\section*{Notes: Debye and Schottky limits of the space-charge layer, SnO$_2$ beside Si}

\textbf{Conventions.} The crystal fills $z>0$. I write the electrostatic potential as $-V(z)$ with $V(\infty)=0$, so $V_s=V(0)>0$ bends the bands upward and depletes an n-type surface. With $u=eV/kT$, Boltzmann statistics, a flat Fermi level and ionised, smeared-out dopants,
\begin{equation}
\varepsilon V''=\rho=e\left[n_b(1-e^{-u})+p_b(e^{u}-1)\right],
\label{poisson}
\end{equation}
where $\varepsilon=\varepsilon_0\varepsilon_r$ is the static permittivity along the surface normal. Multiplying by $V'$ and integrating from the bulk gives $\tfrac12\varepsilon V'^2=\int_0^V\rho\,dV$. Gauss's law gives the charge per area, $Q=-\varepsilon V'(0)$, with the sign of $V_s$:
\begin{equation}
Q^2=2\varepsilon kT\left[n_b(u_s-1+e^{-u_s})+p_b(e^{u_s}-1-u_s)\right].
\label{exact}
\end{equation}

\textbf{Debye limit.} For $|u_s|\ll1$, $\rho\simeq e(n_b+p_b)u$, so
\begin{equation}
V=V_se^{-z/L_D},\qquad L_D=\sqrt{\frac{\varepsilon kT}{e^2(n_b+p_b)}},\qquad Q_D=\frac{\varepsilon V_s}{L_D}.
\end{equation}

\textbf{Schottky limit.} With $n_b=N$, no holes, and $\rho=eN$ down to a sharp edge $W$ where $V=V'=0$,
\begin{equation}
V=V_s\left(1-\frac zW\right)^2,\qquad W=\sqrt{\frac{2\varepsilon V_s}{eN}},\qquad Q_S=eNW.
\end{equation}
Dropping only $e^{-u_s}$ in (\ref{exact}) keeps the electron tail at the edge:
\begin{equation}
Q_T=\sqrt{2\varepsilon eN\,(V_s-kT/e)}.
\label{tail}
\end{equation}
Without holes, $Q=eNL_DF$ with $F=\sqrt{2(u_s-1+e^{-u_s})}$ for $u_s>0$, and the three limits are $F_D=u_s$, $F_S=\sqrt{2u_s}$, $F_T=\sqrt{2(u_s-1)}$.

\textbf{Regimes in SnO$_2$.} I take $T=600$~K ($kT/e=51.7$~mV) and $N=10^{24}$~m$^{-3}$ singly charged donors. The compiled static constant along $c$ is 9.58 (Wang 2024, temperature not stated); it applies to the (001) face, and I use it unchanged at 600~K. Then $L_D=5.2$~nm and $NL_D=5.2\times10^{15}$~m$^{-2}$. The compiled gap of 3.73~eV (Miglio 2020) is $72\,kT$, so the hole term, which goes as $e^{u_s-E_g/kT}$, carries $e^{-52}$ even at $u_s=20$; a thermal shrinkage of the gap by some tenths of an eV cannot make it matter.

\begin{center}
\begin{tabular}{cccccc}
$u_s=F_D$ & $V_s$ (V) & $F$ & $F_S$ & $F_T$ & $Q/e$ ($10^{15}$ m$^{-2}$)\\ \hline
0.2 & 0.010 & 0.194 & 0.632 & -- & 1.0\\
1 & 0.052 & 0.858 & 1.414 & 0 & 4.5\\
2 & 0.103 & 1.507 & 2.000 & 1.414 & 7.9\\
4 & 0.207 & 2.457 & 2.828 & 2.449 & 13\\
12 & 0.620 & 4.690 & 4.899 & 4.690 & 25\\
20 & 1.034 & 6.164 & 6.325 & 6.164 & 32
\end{tabular}
\end{center}

The ordering follows from bounds on one exponential. For $u>0$, $0<e^{-u}<1$ gives $F_T<F<F_S$, and $e^{-u}<1-u+u^2/2$ gives $F<F_D$. The Debye form overcounts because it lets $\rho$ grow without limit, while the true $\rho$ saturates at $eN$; $F\simeq u_s(1-u_s/6)$, and the excess is 17\% at $u_s=1$. The sharp edge overcounts by a fraction near $1/(2u_s)$, a slow decay: 15\% at $u_s=4$, still 4\% at $u_s=12$. Equation (\ref{tail}) misses only an exponentially small term and is 0.3\% low at $u_s=4$. At $u_s=2$ the Debye and Schottky charges coincide and both are 33\% high, so their agreement proves nothing. The hardest point is $u_s\approx1.4$ (71~mV), where $F_D$ and $F_T$ miss by 23\% in opposite directions.

\textbf{Faces, materials, temperatures.} I fix an illustrative $V_s=0.60$~V and the same $N$. For SnO$_2$(110) the normal is perpendicular to $c$, where $\varepsilon_r$ is approximately 14; for Si I take the typical 11.7.

\begin{center}
\begin{tabular}{lcccccc}
 & $T$ (K) & $L_D$ (nm) & $u_s$ & $W$ (nm) & $Q_T/e$ ($10^{16}$ m$^{-2}$) & $Q_T/Q_S$\\ \hline
SnO$_2$(001) & 600 & 5.2 & 11.6 & 25 & 2.4 & 0.956\\
SnO$_2$(110) & 600 & 6.3 & 11.6 & 30 & 2.9 & 0.956\\
Si & 600 & 5.8 & 11.6 & 28 & 2.7 & 0.956\\
Si & 300 & 4.1 & 23.2 & 28 & 2.7 & 0.978
\end{tabular}
\end{center}

Lengths and charges scale as $\sqrt{\varepsilon_r}$, so the change of face adds 21\% to all three. $L_D$ goes as $\sqrt T$, but $W=L_D\sqrt{2u_s}$ does not contain $T$: with no carriers in the layer, nothing thermal is left. Temperature enters $Q_T$ only through $Q_T/Q_S=\sqrt{1-1/u_s}$, which is blind to the material.

The gap separates the two solids. In Si, $p_b/n_b=(n_i/N)^2$. With an approximate $n_i=10^{16}$~m$^{-3}$ at 300~K the hole term of (\ref{exact}), divided by $n_b$, is $10^{-6}$. With an approximate $n_i=4\times10^{21}$~m$^{-3}$ at 600~K it is 1.8 against $u_s-1=10.6$. The surface has passed strong inversion, $2(kT/e)\ln(N/n_i)=0.57$~V, and $Q$ lies 8\% above $Q_T$, more than the tail correction removed. That row marks the end of the depletion regime.

\textbf{Neglected terms.} A typical SnO$_2$ conduction mass of $0.3\,m_e$ gives $N_c=2(mkT/2\pi\hbar^2)^{3/2}=1.2\times10^{25}$~m$^{-3}$ at 600~K. Fermi--Dirac statistics then lengthen $L_D$ by 1.5\%; in accumulation $n$ reaches $N_c$ at $u_s=-2.5$, where (\ref{exact}) no longer holds.

For incomplete ionisation, $N^+=N/(1+ae^{-u})$ and $n_b=N/(1+a)$, with $a(1+a)=2(N/N_c)e^{E_d/kT}$ for a spin-degenerate level at depth $E_d$. A typical shallow $E_d$ of 30~meV gives $a=0.25$: only 80\% of the bulk donors are ionised. Repeating both limits with $\rho=e(N^+-n_be^{-u})$,
\begin{equation}
\frac1e\frac{d\rho}{du}\Big|_0=N\left[1-\frac{a^2}{(1+a)^2}\right],\qquad
u_s-1\to u_s-\ln(1+a)-\frac1{1+a}.
\end{equation}
Both changes are second order in $a$, because bound electrons leave the layer too. $L_D$, written with the total $N$, grows by 2\%, and the offset 1 becomes 1.02. For Si at 300~K (typical $N_c=2.8\times10^{25}$~m$^{-3}$, $E_d=45$~meV) I get $a=0.31$ and 3\%.

Discreteness is the larger concern. Donors are $N^{-1/3}=10$~nm apart, a sphere of radius 5.2~nm holds 0.6 of them, and one bare donor gives up to 15~mV at 10~nm (using the smaller constant, 9.58). That is as large as the whole bending in the first row of the first table, so the profiles describe lateral averages, and I keep two figures on lengths and charges.

\textbf{Cost in surface charge.} A neutral surface region holds $\sigma=Q/e$ trapped electrons per area. Inverting (\ref{tail}),
\begin{equation}
V_s=\frac{kT}{e}+\frac{e\sigma^2}{2\varepsilon N}.
\end{equation}
With the compiled $a$-axis constant 0.473735~nm (Hiroi 2015), the model's $2.4\times10^{16}$~m$^{-2}$ on (001) is 0.005 electron per surface cell. The barrier grows as $\sigma^2$, so charging of acceptor adsorbates stalls far below a monolayer, which is the Weisz limitation.